\section*{Valley interference in the donor density and the contact hyperfine coupling in silicon}

\subsection*{Statement}
A substitutional donor sits at the origin. The six conduction minima lie at $\pm k_0$ on the cube axes, $k_0=\kappa\,2\pi/a_L$, with $a_L$ the cubic lattice constant. In the Kohn--Luttinger form (1955) a $1s$ state is
\begin{equation}
\psi(\mathbf r)=\sum_{\mu=1}^{6}\alpha_\mu F_\mu(\mathbf r)\,u_\mu(\mathbf r)\,e^{i\mathbf k_\mu\cdot\mathbf r},
\label{eq:psi}
\end{equation}
with $\sum|\alpha_\mu|^2=1$, real even envelopes obeying $\int F_\mu^2\,d^3r=1$ and $F_{+x}=F_{-x}\equiv F_x$, and periodic factors scaled so that the cell average of $|u_\mu|^2$ is 1. The bunching factor is $\eta=|u_\mu(\mathbf R)|^2$ at a Si nucleus. Then:

(i) at a lattice site $\mathbf R=(x,y,z)$ the $A_1$ density is
\begin{equation}
|\psi(\mathbf R)|^2=\tfrac23\,\eta\,\bigl[F_x\cos k_0x+F_y\cos k_0y+F_z\cos k_0z\bigr]^2;
\label{eq:dens}
\end{equation}

(ii) at the origin this is formally $6\eta F(0)^2$, while the $E$ and $T_2$ densities vanish there; the Si value of $\eta$ does not apply to the donor nucleus itself;

(iii) for $H=A\,\mathbf S\cdot\mathbf I$ with dimensionless spins, the contact constant is
\begin{equation}
A=\tfrac{2\mu_0}{3}\,g\mu_B\,g_n\mu_N\,|\psi(\mathbf R)|^2 .
\label{eq:A}
\end{equation}

\subsection*{Proof}
Choose phases so that $u_\mu(0)=\sqrt\eta$ for every valley; the site group $T_d$ permutes the valleys, so $A_1$ has all $\alpha_\mu=1/\sqrt6$. Periodicity gives $u_\mu=\sqrt\eta$ on the donor's sublattice. The minima have $\Delta_1$ symmetry, for which $u_\mu$ is invariant under the glide operations of the group of $\mathbf k_\mu$; these exchange the sublattices, so $u_\mu=\sqrt\eta$ on both. Each valley pair gives $2F_x\cos k_0x$, and $(2/\sqrt6)^2=2/3$ yields \eqref{eq:dens}. At the origin all $F_\mu$ are equal and $\psi(0)=\sqrt\eta\,F(0)\sum_\mu\alpha_\mu$. The sum is $\sqrt6$ for $A_1$ and zero for any vector orthogonal to it, such as $(1,-1,0,0,0,0)/\sqrt2$ of $T_2$, with density $2\eta F_x^2\sin^2k_0x$, or $(1,1,-1,-1,0,0)/2$ of $E$, with density $\eta[F_x\cos k_0x-F_y\cos k_0y]^2$. For \eqref{eq:A}, the spin magnetisation at the nucleus is $\mathbf M=-g\mu_B\mathbf S|\psi|^2$, the field inside a small uniformly magnetised sphere is $\tfrac23\mu_0\mathbf M$, and the energy is $-g_n\mu_N\mathbf I\cdot\mathbf B$. The remaining dipolar coupling is traceless, so $A$ is the isotropic part of the hyperfine tensor.

\subsection*{Inputs and shell factors}
Given inputs, all typical or approximate: $a_L=0.5431$ nm, $\kappa=0.85$, $\eta\approx180$, $g=1.9985$, $g_n=-1.1106$ for $^{29}$Si and $2.2632$ for $^{31}$P, and $|A|/h\approx6.0$ MHz for the $^{29}$Si shell of Si:P commonly assigned to $(004)$, sites being labelled in units of $a_L/4$. Equation \eqref{eq:A} gives $A/h=C|\psi|^2$ with $C_{\rm Si}=-0.13145$ and $C_{\rm P}=0.268$, both in MHz\,nm$^3$. ENDOR lines of a shell lie at $|\nu_n\pm A/2h|$, with $\nu_n$ the nuclear Larmor frequency.

For an isotropic envelope $|\psi|^2=\eta\,G\,F(R)^2$, with $G=\tfrac23[\cos k_0x+\cos k_0y+\cos k_0z]^2$. At $\kappa=0.85$:
\begin{center}
\begin{tabular}{lccccc}
shell & (111) & (220) & (004) & (440) & (555)\\
$G$ & 0.327 & 0.408 & 4.46 & 3.16 & 5.12\\
$d\ln G/d\kappa$ & $-13.1$ & 7.3 & 3.9 & 9.3 & $-6.5$
\end{tabular}
\end{center}
Ratios of $^{29}$Si couplings contain no $\eta$ and vary fast with $\kappa$: the ratio (440)/(111) has logarithmic slope 22.4. This dependence is how ENDOR shells locate $k_0$, a method due to Feher (1959). The absolute scale then fixes $\eta F^2$. The question below is what envelope the $(004)$ coupling implies.

\subsection*{A wrong attempt}
The following calculation is wrong; it drops $\eta$.
\begin{align}
|\psi(004)|^2&=\frac{6.0\ \mathrm{MHz}}{0.13145\ \mathrm{MHz\,nm^3}}=45.6\ \mathrm{nm^{-3}},\tag{W1}\\
|\psi(\mathbf R)|^2&=G\,F(R)^2\quad\text{``since $|u|^2$ averages to 1''},\tag{W2}\\
F(a_L)^2&=45.6/4.46=10.2\ \mathrm{nm^{-3}}\quad\text{(wrong)}.\tag{W3}
\end{align}

\subsection*{Symptom}
A $1s$ envelope does not increase outward, so the sphere through the shell holds a probability of at least $F(a_L)^2V$, with $V=\tfrac{4\pi}{3}a_L^3=0.671$ nm$^3$. Normalisation demands
\begin{equation}
F(a_L)^2\le 1/V=1.49\ \mathrm{nm^{-3}},
\label{eq:bound}
\end{equation}
whereas (W3) puts a probability of at least about 7 inside the sphere. For the hydrogenic form $F^2=e^{-2r/\rho}/\pi\rho^3$ the limit is tighter: at $r=a_L$ the maximum over $\rho$ occurs at $\rho=2a_L/3$ and equals $27e^{-3}/8\pi a_L^3=0.334$ nm$^{-3}$, so (W3) has no solution for $\rho$. Neither anisotropy nor another $k_0$ helps. With a typical longitudinal-to-transverse radius ratio of 0.57, the smallest constant-$F$ ellipsoid through the site has volume $0.57V$, which raises the bound to 2.6 nm$^{-3}$. Even with all cosines equal to 1 the density of (W2) stays below six times this, 16 nm$^{-3}$, short of (W1).

\subsection*{Faulty line}
The fault is (W2). The cell average of $|u|^2$ is the right quantity for the norm, because $F$ varies slowly over a cell. The contact term samples $|u|^2$ at one point, the nucleus, where the $s$-like part of the Bloch function peaks sharply. That value is $\eta$, not 1. Line (W1) is sound.

\subsection*{Mended calculation}
With \eqref{eq:dens},
\begin{equation}
F(a_L)^2=\frac{|\psi(004)|^2}{\eta\,G_{004}}=\frac{45.6}{180\times4.46}\ \mathrm{nm^{-3}}=0.057\ \mathrm{nm^{-3}},
\label{eq:mend}
\end{equation}
and $F(a_L)^2V=0.038$ respects \eqref{eq:bound}. The condition $e^{-2a_L/\rho}/\pi\rho^3=F(a_L)^2$ has roots $\rho=1.36$ nm and $0.14$ nm; the second is far below $a_L$, where a slowly varying envelope has no meaning. The model's radius is thus about 1.4 nm: a change of 10\% in $\eta$ moves it by about 0.06 nm, and 1.36 nm is carried only as an intermediate. Two neglected terms are smaller. Anisotropy with ratio 0.57 at fixed geometric-mean radius raises the $(004)$ density by 3\%; it is not negligible for shells such as (220), where the cosines partly cancel. Intervalley terms in the norm carry the factor $(1+q^2\rho^2/4)^{-2}$, which is 0.02 for the smallest wave-vector mismatch, $q=2(1-\kappa)\,2\pi/a_L=0.3\,(2\pi/a_L)$ across the zone boundary.

\subsection*{Size of the error}
Dropping $\eta$ overstates $F^2$ by the factor 180 and $F$ by $\sqrt{180}=13.4$; run forward from a given envelope, it understates every $^{29}$Si coupling by 180. A $k_0$ obtained from ratios of Si shells is untouched. A $k_0$ obtained from one absolute coupling is not: with the envelope \eqref{eq:mend} and $\eta=1$, the $(004)$ shell needs $2+\cos k_0a_L=35$, which no real $k_0$ gives. Even a 10\% misjudgement of $\eta$ shifts $\kappa$ by about $\ln(1.1)/3.9=0.024$.

\subsection*{The same slip at the donor nucleus}
The cancellation of $\eta$ fails when a Si shell is referred to the donor's own coupling. The core of P differs from that of Si, and the short-range donor potential distorts the state in the central cell, so $6\eta F(0)^2$ with the Si value of $\eta$ and an extrapolated envelope is not the density at P. With $\rho=1.36$ nm, $F(0)^2=1/\pi\rho^3=0.127$ nm$^{-3}$, the formal density is 137 nm$^{-3}$, and the model's $^{31}$P constant is 37 MHz. As typical knowledge, the constant of P in Si is near 117 MHz, so this model number lies low by roughly a factor of three; one coupling cannot divide that factor between the bunching at P and the envelope. The effect on $k_0$ follows by taking 117 MHz as input, which means 437 nm$^{-3}$ at P, and wrongly cancelling $\eta$ between the two nuclei:
\begin{equation}
\frac{45.6}{437}=\frac{(2+\cos 2\pi\kappa)^2}{9}\,e^{-2a_L/\rho}\quad\text{(wrong)}.
\end{equation}
On the branch $\tfrac12<\kappa<1$ this returns $\kappa=0.66$, although $\rho$ was built from $\kappa=0.85$. The model's valley position is displaced by $-0.19$ in units of $2\pi/a_L$.